Bond or lone pair? Six functions on the selenium of Bi₂Se₃

The question

Bi₂Se₃ consists of sheets five atoms thick, in the order Se–Bi–Se–Bi–Se. The central Se has three Bi above it and three below. Each outer Se has three Bi on one side and the gap to the next sheet on the other. The table describes the electrons around Se by Wannier functions, which are localised combinations of the crystal's electron states. On which Se does each function sit, and does it lean into the bonds or resemble a lone pair?

Maximally localised Wannier functions of Bi₂Se₃ from Se 4s and 4p trial orbitals without an energy window, computed with Ansatz 0.2.0 (PBE, PAW, plane waves to 420 eV, 6×6×6 k mesh, no spin–orbit coupling) at the r2SCAN+rVV10 geometry. On-site energies are counted from the valence top; centres are Cartesian. Candidates: 12, 3, 1, 2, 8, 6.

```
row  function spread (angstrom^2)  function on site (eV)  function x (Å)  function y (Å)  function z (Å)
  A                         4.357                 -7.013           0.000           0.000           6.203
  B                         3.654                 -4.984           0.363           0.210          -0.133
  C                         3.355                 -4.395           0.639          -0.369           6.862
  D                         3.654                 -4.984           0.000          -0.420          -0.133
  E                         3.353                 -4.395           0.000          -0.738          22.399
  F                         4.357                 -7.012           0.000           0.000          23.057
```

What the columns and candidates mean

Function x, y and z give the centre of a function. Its spread is the mean squared distance from that centre, and its on-site energy is its average energy, counted from the valence top. The Se atoms lie on the axis x = y = 0, at z = 0, 6.26 and 23.00 Å.

The candidate numbers are only a running order, so they need a key. Numbers 1 and 6 belong to the central Se. Numbers 2 and 3 are the lone-pair-like functions of the two outer Se, in order of height; 8 and 12 are functions leaning towards Bi, in the same order.

Assigning the letters

Energy and spread alone sort the letters into three pairs: A with F, B with D, and C with E. Within a pair the values agree too closely to tell the partners apart. The centres have to do that.

B and D lie close to z = 0, so they belong to the central Se. A and C belong to the Se at 6.26 Å, E and F to the one at 23.00 Å. C and E sit about 0.95 Å from their nucleus, on the side where the Bi atoms are, and are therefore the leaning functions. A and F stay within 0.06 Å of the nucleus and are the lone-pair-like ones.

This makes A = 2, F = 3, C = 8 and E = 12, all sure. B and D are 1 and 6 in an order that no physics can settle: a turn by 120° about the axis carries one into the other.

The labels

The rows with their labels:

```
row  function spread (angstrom^2)  function on site (eV)  function x (Å)  function y (Å)  function z (Å)
  1                         3.654                 -4.984           0.363           0.210          -0.133
  2                         4.357                 -7.013           0.000           0.000           6.203
  3                         4.357                 -7.012           0.000           0.000          23.057
  4                         3.654                 -4.984          -0.363           0.210          -0.133
  5                         4.122                 -5.190           0.000           0.000           0.403
  6                         3.654                 -4.984           0.000          -0.420          -0.133
  7                         3.355                 -4.395          -0.639          -0.369           6.862
  8                         3.355                 -4.395           0.639          -0.369           6.862
  9                         3.355                 -4.395           0.000           0.738           6.862
 10                         3.353                 -4.395           0.639           0.369          22.399
 11                         3.353                 -4.395          -0.639           0.369          22.399
 12                         3.353                 -4.395           0.000          -0.738          22.399
```

B is 1 and D is 6. The full table also shows row 5, a fourth function on the central Se, which points along the axis.

Why s and p mix at all

The functions started as separate Se 4s and 4p orbitals and were then recombined to make the total spread as small as possible. For each function

spread = ⟨r²⟩ − d²

where r is the distance from the nucleus and d the offset of the centre from it. Recombining the four functions of one atom leaves their summed ⟨r²⟩ unchanged. The total spread therefore falls only if the centres move away from the nucleus. A pure s or p orbital is centred on the nucleus, whereas a mixture is not.

For a mixture with s share w, d² is proportional to w(1 − w). The four shares add up to one, so the sum of d² is greatest when each is a quarter: four sp³ hybrids. The central Se follows this closely, with 25% in each function. Its four hybrids are thus a result of the localisation and do not stand for four bonds; this atom has six Bi neighbours.

Had the recombination been left out, the central Se would show one deep s function and three shallow p functions. Its inversion symmetry forbids s and p to couple on the same site.

The s share of row 2, worked out

The same calculation gives the couplings between functions on one atom. On the outer Se, row 2 couples to each of rows 7, 8 and 9 with a strength of 3.002 eV. These three couple to one another with −1.837 eV. Their in-phase combination has the energy

−4.395 − 2 × 1.837 = −8.069 eV

and couples to row 2 with √3 × 3.002 = 5.200 eV. Together with the −7.013 eV of row 2 this is a two-level problem:

E = −7.541 ± √(0.528² + 5.200²) = −12.77 and −2.31 eV

The lower level is s-like, the upper p-like. Neither need be a pure atomic orbital, since the outer Se has no inversion symmetry. The energy of row 2 lies between them, which fixes its share of the s-like level, here called its s share:

w = (7.013 − 2.31) / (12.77 − 2.31) = 0.45

Each leaning function keeps only 18%. These shares are read from the computed energies and couplings; they are not an independent prediction.

The low energy of rows 2 and 3 thus comes from their large s share. A deeper potential at the outer Se is not needed: averaged over its four functions, an outer Se lies at −5.05 eV and the central one at −5.04 eV. Anyone who wants to compare atoms in such a model should average in this way first, since a single on-site energy depends on how s and p were mixed.

Where the atomic picture fails

However s and p orbitals of one atom are mixed, the average of their four centres stays at the nucleus. On the outer Se it is shifted by 0.44 Å towards Bi. The functions there must contain more than undistorted Se orbitals. Tails on the Bi atoms are the likely reason, as bonding would produce them. The size of the functions points the same way. Measured from the nucleus, ⟨r²⟩ lies between 3.848 and 4.36 Å² for all twelve, a root mean square near 2 Å against bonds of 2.854 and 3.074 Å, and the 4s and 4p orbitals of a free Se atom are expected to be far more compact. The least projectability of the run is only 0.353. The central Se is therefore not atomic either; its inversion symmetry only keeps the average centre on the nucleus. How much of the shift on the outer Se is a distortion of the Se orbitals themselves remains open.

A simple estimate shows how large the failure is. It treats every function as a hybrid of orbitals centred on the nucleus and takes its one length scale from the central Se, so it measures the departure from that site and not from a free atom. The lone-pair-like functions should then stick out by about 0.5 Å on the side away from Bi, yet they stay almost at the nucleus. The leaning functions should be offset by about 0.4 Å, less than half of what is found.

The tails also suggest why the shares on the outer Se are unequal. Three functions rich in p can reach far towards Bi, which lowers the total spread, and the fourth is left with the remaining s. This step is argued, not calculated.

Why the s-rich functions look widest

Rows 2 and 3 have the largest spreads in the table, although the 4s orbital of a Se atom is more compact than its 4p orbitals. They exceed the leaning functions by 1.00 Å², of which 0.90 Å² is the d² term. Measured from the nucleus, both kinds are almost equally wide. The leaning functions have a small spread because it is taken about a centre far from the nucleus. The compact 4s orbital alone would still make rows 2 and 3 the narrower ones about the nucleus. Whether a wider p part or tails outweigh it, the table does not tell.

The offset does not explain row 5, which is wider than rows 1, 4 and 6 at a similar d. That difference comes from the p orbitals the hybrids contain. Row 5 holds most of the p orbital along the axis, the other three mainly the p orbitals in the plane, and the spreads imply that the axial one is wider on this site. It does not mean that the central Se binds its six Bi unequally.

How far the model reaches

Fourteen occupied bands are of s and p origin, but twelve functions give only twelve bands: the Bi 6s states have no functions of their own. "Lone-pair-like" describes a shape and a place, not a count of electrons. The model misses bands by up to 0.12 eV. The site averages have a limit of their own: they also depend on the tails in the functions, so their tiny difference does not show which Se has the deeper potential.

The run also leaves out spin–orbit coupling. With it Bi₂Se₃ is a topological insulator, and its occupied bands can then no longer be described by localised functions that come in time-reversed pairs. The printed output below lists the shares and offsets for both kinds of Se.

Printed output of the fit:

```
Position relative to the home Se atom (for outer Se positive height is towards its Bi):
  row  height in A  distance from axis in A  offset from nucleus in A  spread about nucleus in A^2
    1       -0.133                   0.4194                      0.44                        3.848
    2       -0.057                        0                     0.057                         4.36
    3       -0.057                        0                     0.057                         4.36
    4       -0.133                   0.4194                      0.44                        3.848
    5        0.403                        0                     0.403                        4.284
    6       -0.133                     0.42                    0.4406                        3.848
    7        0.602                   0.7379                    0.9523                        4.262
    8        0.602                   0.7379                    0.9523                        4.262
    9        0.602                    0.738                    0.9524                        4.262
   10        0.601                   0.7379                    0.9517                        4.259
   11        0.601                   0.7379                    0.9517                        4.259
   12        0.601                    0.738                    0.9518                        4.259
Average on-site energy on outer Se (eV): -5.049
Average on-site energy on central Se (eV): -5.036
Outer Se on-site energy of lone-pair-like less Bi-leaning functions (eV): -2.617
Outer Se s-like level from the same-site block (eV): -12.77
Outer Se p-like level along the axis (eV): -2.314
Central Se s-like level from the same-site block (eV): -12.64
Central Se p-like level along the axis less that in the plane (eV): -0.3255
Share of the s-like state in a lone-pair-like function (percent): 44.95
Share of the s-like state in a Bi-leaning function (percent): 18.35
Share of the s-like state in the axial function of central Se (percent): 24.92
Share of the s-like state in each other function of central Se (percent): 25.03
Central Se axial less other on-site energy estimated with ideal sp3 weights (eV): -0.217
Central Se axial less other on-site energy in the table (eV): -0.206
Average shift of the four centres on an outer Se towards its Bi (A): 0.4369
Average height of the four centres on central Se (A): 0.001
Offset of a lone-pair-like function away from Bi if it were a pure atomic hybrid (A): 0.495
Offset of a Bi-leaning function if it were a pure atomic hybrid (A): 0.3852
Spread of lone-pair-like less Bi-leaning functions (A^2): 1.003
Part of that difference due to the offset from the nucleus (A^2): 0.9031
```
